The atomization energy of BCl$_3$ is what it costs to pull the molecule apart into one boron and three chlorine atoms. It is a small difference between two large energies, and both change with the basis set. In the table a negative entry means that the set binds the molecule more weakly than the quadruple-zeta set does.

Atomization energy of BCl$_3$ in six basis sets, computed with Ansatz 0.2.0 at the CCSD level (restricted reference, no triples correction). The noble-gas cores of the atoms are frozen, relativity is left out, and the molecule has its MP2(full)/6-31G* geometry throughout.

| basis | functions | atomization energy less its quadruple-zeta value (kJ/mol) |
| --- | --- | --- |
| STO-3G | 32 | -18.40 |
| 6-31G | 48 | -297.80 |
| 6-31Gstar | 72 | -49.80 |
| cc-pV(D+d)Z | 83 | -71.10 |
| cc-pV(T+d)Z | 147 | -26.30 |
| cc-pV(Q+d)Z | 247 | 0.00 |

### 1. Which set binds the molecule most weakly, and does it matter?

6-31G does, by 298 kJ/mol, which is 23 % of the quadruple-zeta value. Spread over the three bonds, this is about 1 eV per B–Cl bond. An error of that size rules the set out for the thermochemistry of this molecule.

### 2. Does a larger set always bind more strongly?

No, there are two reversals: from STO-3G to 6-31G, and from 6-31G\* to cc-pV(D+d)Z. Write the atomization energy as

$$D = E_\text{atoms} - E_\text{molecule}.$$

A better set lowers both energies on the right. $D$ rises only if the molecule gains more than the atoms do.

The second reversal shows this clearly. On going from 6-31G\* to cc-pV(D+d)Z the molecule drops by 269 kJ/mol. Since $D$ falls by 21 kJ/mol, the free atoms must have dropped by 290 kJ/mol. The larger set is better for the molecule and better still for the atoms. A lower total energy is therefore no evidence of a better atomization energy.

### 3. Why do a few d functions repair most of the 6-31G error?

The step from 6-31G to 6-31G\* adds only d functions, and it raises $D$ by 248 kJ/mol. In a free atom the occupied shells are s and p, and with the restricted reference used here symmetry lets d functions mix into them hardly at all; an unrestricted atom is expected to gain more, because its two spins can polarize differently. (This set has six d functions per atom, and one combination of them is round like an s function, so it may lower the atoms a little.) In the molecule each atom sits in a lopsided field. There a p orbital mixed with some d can lean towards the neighbour and build up charge in the bond. This is polarization; it does not mean that chlorine bonds through d orbitals.

The energies fit this picture. The mean-field energy of the molecule drops by 243 kJ/mol, nearly the whole rise in $D$. Correlation lowers the molecule by a further 803 kJ/mol (1046 less 243), yet this hardly shows in $D$. The atoms drop by 798 kJ/mol, and if the symmetry argument holds, almost all of that is correlation too. The d functions thus help electrons avoid each other about equally in atoms and molecule, but they help the mean field almost only in the molecule.

### 4. Is STO-3G, only 18 kJ/mol off, a good choice?

It isn't, although it lies closer to quadruple zeta than triple zeta does. Its molecular energy is about 41 600 kJ/mol too high compared with quadruple zeta. An error of 18 kJ/mol in $D$ can then arise only because the atoms are wrong by almost the same amount. Most of this cancellation is systematic: the minimal set describes the inner shells badly, but almost equally badly in the atoms and in the molecule. The luck is that what remains is as small as 18 kJ/mol. In the very next row the total energy is far better, yet 298 kJ/mol remains.

One part of the imbalance can be named. A chlorine atom in STO-3G has seven valence electrons in eight spin-orbitals. With one vacancy, no two electrons can be excited together, so the atom has no pair correlation. The molecule has four empty orbitals and gains 195 kJ/mol of correlation energy. Boron keeps some correlation as a free atom, so the net help to binding is smaller than that. This doesn't explain the good result. Correlation is expected to favour the molecule in every set, and with only four empty orbitals its net help should be smaller here than at quadruple zeta. Taken alone, this part would leave STO-3G binding too weakly.

H$_2$ in a minimal basis is the simplest case of this kind. The free hydrogen atom has one electron and nothing to correlate, so all the correlation in the molecule counts towards the bond. The likeness ends with the minimal set: in larger sets the chlorine atom does correlate, while the hydrogen atom never can.

The error that offsets the missing correlation is expected in the mean field. A minimal set gives a free atom no way to change the size of its valence shell, whereas in the molecule each atom can borrow its neighbours' functions. That favours the molecule artificially, and it is a known fault of minimal sets. These rows don't test it; computing each atom with the functions of the whole molecule present would.

### 5. Why does the atomization energy still rise along the cc sets?

Most of what these sets add is atomic and cancels. From triple to quadruple zeta the molecule drops by 186 kJ/mol, but only 26 kJ/mol of this, about one seventh, reaches $D$. From double to triple zeta the share is smaller still, about one thirteenth. The total energy therefore looks much less converged than the atomization energy is.

What survives has a mean-field part and a correlation part, which can't be separated here without the mean-field energies of the atoms. Standard theory gives a reason for the correlation part. The free atoms have four unpaired electrons between them: one on boron and one on each chlorine. In the molecule these are paired, which makes two more doubly occupied orbitals than in the atoms. Two electrons of opposite spin in the same region avoid each other at short range, and smooth basis functions describe this poorly. Each larger set describes it better, and the molecule has more such pairs to gain from.

The same reasoning serves for a neighbouring molecule. Count how many electrons become paired when the bonds form. The more there are, the more one should expect the correlation part of $D$ to rise with the size of a well-balanced set.

### 6. How far is quadruple zeta from the basis-set limit?

The usual estimate rests on that short-range avoidance. Each further shell of angular momentum $l$ adds correlation energy that falls off roughly as $l^{-4}$. Summing all the shells that a set leaves out gives an error proportional to $X^{-3}$, where $X$ is 2, 3 or 4 for double, triple or quadruple zeta:

$$D_X = D_\infty - A X^{-3}.$$

The last two rows fix the constant $A$. Their difference of 26.3 kJ/mol equals $A(1/27 - 1/64)$, so $A$ is about 1230 kJ/mol. The rise still to come beyond quadruple zeta is then $A/64$, or about 19 kJ/mol.

Double zeta was not used to find $A$, so it can test the law, and the law fails there. It predicts a shift of −134 kJ/mol, whereas the calculation gives −71 kJ/mol. One reason is that the formula describes correlation in large sets, and double zeta is too small for it. Even the molecule's correlation energy alone departs from the law: it grows 2.9 times as much from double to triple zeta as from triple to quadruple, where the law asks for 4.1 times. $D$ also contains a mean-field part, but that is expected to converge faster than the law, so it can't explain steps that shrink too slowly. The small set may also bind too strongly because each atom in the molecule borrows its neighbours' functions; this is a guess that these rows don't test.

A cruder assumption is that each step is the same fraction of the one before. Applied to all three cc rows, it leaves 37 kJ/mol still to come, and it has no row left to test it. The two estimates suggest that a few tens of kJ/mol may remain. They don't bracket the limit.

### 7. Which digits can be trusted, and what should one do?

The differences between rows are good to about the first decimal, as statements about these basis sets; the second decimal is always zero and carries no information. As an estimate of the basis-set limit, the quadruple-zeta value of 1295 kJ/mol is uncertain in its tens. The zero in the last row marks a reference, not a converged result.

The level of theory adds a doubt of its own. CCSD leaves out the perturbative triples correction, which the same runs also computed. In the molecule the correction is 100 kJ/mol at quadruple zeta, part of which cancels against the atoms. The balances above leave it out too.

A comparison with experiment needs several more corrections. Two clear ones both reduce $D$. Spin-orbit coupling stabilizes the free chlorine atoms, by roughly 10 kJ/mol in all, and zero-point motion costs the molecule roughly 20 kJ/mol; both are recalled sizes. Agreement with a measured value before these are applied would prove little.

In practice, put polarization functions first, since no other addition in the table repairs so much. Then stay within one family of sets, go at least to quadruple zeta, and watch the atomization energy rather than the total energy. Don't accept a small set because one of its results looks right: STO-3G would pass that test.
